**L2-M2M2 and L2-M2N5 Auger groups of the 3+ ions Ag to Xe: screening and dilution**

The table holds configuration-average Dirac-Fock kinetic energies and shares from independent-particle Coulomb rates on relativistic LDA orbitals for two Auger groups of an L2 hole. The program tests the energies against a quadratic in $Z$, a quadratic with a term in the number of $5s5p$ electrons, and parameter-free Slater total-energy differences. The energy steps fall short by 7.9 eV (M2M2) and 5.3 eV (M2N5) where $4d$ closes, Slater's rules give the sign and a third to a half of that size, and a 3.1 eV excess at Xe3+ appears in M2M2 alone. With L2 widths and yields of six ions from the same runs, the M2M2 partial width rises for each of the three denominators tried. The shares refer to the non-radiative width, on which Coster-Kronig dilution accounts for 42% of the logarithmic fall, so the 76% printed for the total width does not apply. The M2N5/M2M2 ratio per N5 electron follows a power of the Slater $4d$ charge to within 1.9%, with different local exponents during and after $4d$ filling.

Auger groups M2M2 and M2N5 from an L2 hole in Ag3+ to Xe3+, computed with Radial Dirac-Fock and Kohn-Sham solver 2. Kinetic energies are Dirac-Fock configuration averages, measured from the vacuum level. Shares come from independent-particle Coulomb rates on relativistic LDA orbitals of the hole state, with a Latter-tail continuum.

## The fit in Python

```python
# Table: L2-M2M2 and L2-M2N5 Auger kinetic energies (Dirac-Fock, configuration average) and shares (Coulomb rates,
# relativistic LDA orbitals), 3+ ions Ag-Xe, radial solver. Tested: screening model of energies, dilution and 4d counting of shares.
T = {
    'ion': ['Ag3+', 'Cd3+', 'In3+', 'Sn3+', 'Sb3+', 'Te3+', 'I3+', 'Xe3+'],
    'Z': [47, 48, 49, 50, 51, 52, 53, 54],
    'N': [44, 45, 46, 47, 48, 49, 50, 51],
    'configuration': ['[Kr] 4d8', '[Kr] 4d9', '[Kr] 4d10', '[Kr] 4d10 5s1', '[Kr] 4d10 5s2', '[Kr] 4d10 5s2 5p1', '[Kr] 4d10 5s2 5p2', '[Kr] 4d10 5s2 5p3'],
    'group_kinetic_energy_M2M2': [2219.6, 2329.9, 2443.3, 2551.6, 2662.5, 2774.9, 2890.0, 3011.0],  # eV
    'group_share_M2M2': [2.834, 2.735, 2.682, 2.653, 2.626, 2.593, 2.564, 2.538],  # %
    'group_kinetic_energy_M2N5': [2850.7, 3002.6, 3159.0, 3314.4, 3474.0, 3636.9, 3804.1, 3975.9],  # eV
    'group_share_M2N5': [0.8485, 0.9377, 1.037, 1.085, 1.13, 1.169, 1.204, 1.236],  # %
}
import re, numpy as np
from scipy.constants import physical_constants as pc
Ry = pc["Rydberg constant times hc in eV"][0]
Z = np.array(T["Z"], float); ion = T["ion"]
cnt = lambda s: np.array([sum(int(k) for k in re.findall(s + r"(\d+)", c)) for c in T["configuration"]], float)
nd, no = cnt("4d"), cnt("5s") + cnt("5p")
f = lambda a, d=1: " ".join(f"{v:.{d}f}" for v in a)
ex = lambda y, x: np.polyfit(np.log(x), np.log(y), 1)[0]
n, ns, isd = [1, 2, 3, 3, 4, 4, 5], [1, 2, 3, 3, 3.7, 3.7, 4.0], [0, 0, 0, 1, 0, 1, 0]
def slater(z, q):  # Slater's rules; groups 1s 2sp 3sp 3d 4sp 4d 5sp
    s = [(0.30 if i == 0 else 0.35) * (q[i] - 1) + sum(q[j] * (0.85 if (not isd[i] and n[j] == n[i] - 1) else 1.0) for j in range(i)) for i in range(7)]
    return -Ry * sum(q[i] * (z - s[i]) ** 2 / ns[i] ** 2 for i in range(7))
print("rows:", " ".join(ion), "| rounding: energy 0.05 eV, second difference up to 0.2 eV")
print("second differences are centred on Cd In Sn Sb Te I")
K, D2 = {}, {}
for g, m, dd in (("M2M2", 6, 0), ("M2N5", 7, 1)):
    k = K[g] = np.array(T["group_kinetic_energy_" + g], float); d2 = D2[g] = np.diff(k, 2); x = Z - Z.mean()
    print(f"{g}: rise Ag-Xe {k[-1]-k[0]:.1f} eV, exponent in Z {ex(k, Z):.2f}; steps eV: {f(np.diff(k))}")
    ref = d2[[0, 2, 4]].mean()
    print(f"  second differences eV: {f(d2)}; mean of Cd,Sn,Te {ref:.1f}")
    print(f"  departure from that mean eV: In {d2[1]-ref:.1f}, Sb {d2[3]-ref:.1f}, I (step to Xe) {d2[5]-ref:.1f}")
    for lab, A in (("quadratic", np.c_[x**0, x, x**2]), ("quadratic + w*n(5s5p)", np.c_[x**0, x, x**2, no])):
        c = np.linalg.lstsq(A, k, rcond=None)[0]; r = k - A @ c; w = f", w {c[3]:.1f} eV" if len(c) > 3 else ""
        print(f"  {lab} residuals eV: {f(r, 2)}; rms {np.sqrt(np.mean(r**2)):.2f}, worst {ion[np.argmax(abs(r))]}{w}")
    s = np.array([slater(z, [2, 7, 8, 10, 8, d, o]) - slater(z, [2, 8, m, 10, 8, d - dd, o]) for z, d, o in zip(Z, nd, no)])
    print(f"  Slater model error %: {f(100*(s/k-1))}")
    print(f"  Slater second differences eV: {f(np.diff(s, 2))}")
gap = K["M2N5"] - K["M2M2"]
print(f"K(M2N5)-K(M2M2) eV: {f(gap)}; steps {f(np.diff(gap))}")
a, b = np.array(T["group_share_M2M2"], float), np.array(T["group_share_M2N5"], float)
print(f"sum of shares %: {f(a+b, 2)}; change Ag-Xe: M2M2 {100*(a[-1]/a[0]-1):.1f}%, M2N5 {100*(b[-1]/b[0]-1):+.1f}%")
print(f"share steps, points: M2M2 {f(np.diff(a), 3)} | M2N5 {f(np.diff(b), 3)}")
R = b / a; ps, pj = R / (0.6 * nd), R / (nd - 4)
print(f"ratio M2N5/M2M2 (rounding about 0.05%): {f(R, 4)}; Ag-In {100*(R[2]/R[0]-1):+.1f}%, In-Xe {100*(R[-1]/R[2]-1):+.1f}%")
print(f"  per N5 electron, statistical 0.6*n(4d): {f(ps, 4)}; steps %: {f(100*(ps[1:]/ps[:-1]-1))}")
print(f"  per N5 electron, jj filling n(4d)-4:    {f(pj, 4)}; steps %: {f(100*(pj[1:]/pj[:-1]-1))}")
zs = Z - 35 - 0.35 * (nd - 1); p = np.polyfit(np.log(zs), np.log(ps), 1)
print(f"  Slater 4d charge with L2 hole: {f(zs, 2)}")
print(f"  power law in it: exponent {p[0]:.2f} (Ag-In {ex(ps[:3], zs[:3]):.2f}, In-Xe {ex(ps[2:], zs[2:]):.2f}); misfit %: {f(100*(ps/np.exp(np.polyval(p, np.log(zs)))-1))}")
# further outputs of the same runs, L2 hole (Ag In Sb Te I Xe): total width eV, fluorescence and Coster-Kronig yields
i = np.array([0, 2, 4, 5, 6, 7]); z = Z[i]
G = np.array([2.31177, 2.5665, 2.7578, 2.86315, 2.96773, 3.07195])
wf = np.array([0.0551709, 0.0634529, 0.0737848, 0.0790886, 0.0846751, 0.090537])
ck = np.array([0.144803, 0.165453, 0.168018, 0.170597, 0.172571, 0.174079]); au = 1 - wf - ck
print("L2 widths for Ag In Sb Te I Xe (none for Cd, Sn)")
for lab, y in (("total", G), ("radiative", G*wf), ("Coster-Kronig", G*ck), ("Auger", G*au)):
    print(f"  {lab} eV: {f(y, 3)}; rise {y[-1]-y[0]:.3f} ({100*(y[-1]/y[0]-1):.0f}%), exponent {ex(y, z):.2f}; meV per Z: {f(1e3*np.diff(y)/np.diff(z), 0)}")
print(f"  Auger yield: {f(au, 3)}")
for lab, den in (("total", G), ("non-radiative", G*(1-wf)), ("Auger only", G*au)):
    y = 10 * a[i] * den
    print(f"M2M2 width meV, share of {lab}: {f(y)}; per Z {f(np.diff(y)/np.diff(z), 2)}; exponent {ex(y, z):.2f}")
    assert np.all(np.diff(y) > 0)
y = 10 * b[i] * G
print(f"M2N5 width meV, share of total: {f(y)}; exponent {ex(y, z):.2f}")
print(f"if shares refer to total width, M2M2 within Auger %: {f(a[i]/au, 3)}")
for lab, j, k in (("Ag-Xe", 0, 5), ("Ag-In", 0, 1), ("In-Xe", 1, 5)):
    t, u = np.log(a[i][k] / a[i][j]), np.log(au[k] / au[j])
    print(f"  {lab}: ln change of share {t:.4f} = Auger yield {u:.4f} ({100*u/t:.0f}%) + within Auger {t-u:.4f}")
assert all(np.argmin(d) == 1 and d[1] < 0 for d in D2.values()) and D2["M2M2"][1] < D2["M2N5"][1]
assert 4 < ex(G*wf, z) < 7 and ex(G*au, z) < 2
assert np.all(np.diff(ps) > 0) and pj[2] < pj[0]
```

Printed output:

```
rows: Ag3+ Cd3+ In3+ Sn3+ Sb3+ Te3+ I3+ Xe3+ | rounding: energy 0.05 eV, second difference up to 0.2 eV
second differences are centred on Cd In Sn Sb Te I
M2M2: rise Ag-Xe 791.4 eV, exponent in Z 2.18; steps eV: 110.3 113.4 108.3 110.9 112.4 115.1 121.0
  second differences eV: 3.1 -5.1 2.6 1.5 2.7 5.9; mean of Cd,Sn,Te 2.8
  departure from that mean eV: In -7.9, Sb -1.3, I (step to Xe) 3.1
  quadratic residuals eV: -1.71 0.03 3.58 0.72 -0.83 -2.18 -2.13 2.53; rms 2.02, worst In3+
  quadratic + w*n(5s5p) residuals eV: 0.11 -0.23 -0.33 0.36 0.78 -0.15 -1.24 0.70; rms 0.61, worst I3+, w -8.7 eV
  Slater model error %: 16.9 16.7 16.5 16.6 16.6 16.7 16.8 16.8
  Slater second differences eV: 3.3 0.4 3.0 3.0 3.0 3.0
M2N5: rise Ag-Xe 1125.2 eV, exponent in Z 2.39; steps eV: 151.9 156.4 155.4 159.6 162.9 167.2 171.8
  second differences eV: 4.5 -1.0 4.2 3.3 4.3 4.6; mean of Cd,Sn,Te 4.3
  departure from that mean eV: In -5.3, Sb -1.0, I (step to Xe) 0.3
  quadratic residuals eV: -0.92 -0.06 2.16 0.25 -0.59 -1.26 -0.77 1.18; rms 1.09, worst In3+
  quadratic + w*n(5s5p) residuals eV: 0.10 -0.21 -0.02 0.05 0.31 -0.13 -0.28 0.16; rms 0.19, worst Sb3+, w -4.9 eV
  Slater model error %: 6.2 5.8 5.5 5.3 5.0 4.8 4.6 4.4
  Slater second differences eV: 3.8 1.5 3.7 3.7 3.7 3.7
K(M2N5)-K(M2M2) eV: 631.1 672.7 715.7 762.8 811.5 862.0 914.1 964.9; steps 41.6 43.0 47.1 48.7 50.5 52.1 50.8
sum of shares %: 3.68 3.67 3.72 3.74 3.76 3.76 3.77 3.77; change Ag-Xe: M2M2 -10.4%, M2N5 +45.7%
share steps, points: M2M2 -0.099 -0.053 -0.029 -0.027 -0.033 -0.029 -0.026 | M2N5 0.089 0.099 0.048 0.045 0.039 0.035 0.032
ratio M2N5/M2M2 (rounding about 0.05%): 0.2994 0.3429 0.3867 0.4090 0.4303 0.4508 0.4696 0.4870; Ag-In +29.1%, In-Xe +26.0%
  per N5 electron, statistical 0.6*n(4d): 0.0624 0.0635 0.0644 0.0682 0.0717 0.0751 0.0783 0.0812; steps %: 1.8 1.5 5.8 5.2 4.8 4.2 3.7
  per N5 electron, jj filling n(4d)-4:    0.0749 0.0686 0.0644 0.0682 0.0717 0.0751 0.0783 0.0812; steps %: -8.4 -6.0 5.8 5.2 4.8 4.2 3.7
  Slater 4d charge with L2 hole: 9.55 10.20 10.85 11.85 12.85 13.85 14.85 15.85
  power law in it: exponent 0.55 (Ag-In 0.26, In-Xe 0.61); misfit %: 1.9 0.1 -1.8 -1.0 -0.4 0.2 0.5 0.5
L2 widths for Ag In Sb Te I Xe (none for Cd, Sn)
  total eV: 2.312 2.567 2.758 2.863 2.968 3.072; rise 0.760 (33%), exponent 2.01; meV per Z: 127 96 105 105 104
  radiative eV: 0.128 0.163 0.203 0.226 0.251 0.278; rise 0.151 (118%), exponent 5.61; meV per Z: 18 20 23 25 27
  Coster-Kronig eV: 0.335 0.425 0.463 0.488 0.512 0.535; rise 0.200 (60%), exponent 3.21; meV per Z: 45 19 25 24 23
  Auger eV: 1.849 1.979 2.091 2.148 2.204 2.259; rise 0.410 (22%), exponent 1.43; meV per Z: 65 56 57 56 55
  Auger yield: 0.800 0.771 0.758 0.750 0.743 0.735
M2M2 width meV, share of total: 65.5 68.8 72.4 74.2 76.1 78.0; per Z 1.66 1.79 1.82 1.85 1.87; exponent 1.26
M2M2 width meV, share of non-radiative: 61.9 64.5 67.1 68.4 69.6 70.9; per Z 1.28 1.31 1.29 1.28 1.26; exponent 0.98
M2M2 width meV, share of Auger only: 52.4 53.1 54.9 55.7 56.5 57.3; per Z 0.33 0.92 0.80 0.81 0.82; exponent 0.67
M2N5 width meV, share of total: 19.6 26.6 31.2 33.5 35.7 38.0; exponent 4.62
if shares refer to total width, M2M2 within Auger %: 3.542 3.478 3.463 3.456 3.452 3.451
  Ag-Xe: ln change of share -0.1103 = Auger yield -0.0843 (76%) + within Auger -0.0261
  Ag-In: ln change of share -0.0551 = Auger yield -0.0368 (67%) + within Auger -0.0183
  In-Xe: ln change of share -0.0552 = Auger yield -0.0474 (86%) + within Auger -0.0078
```
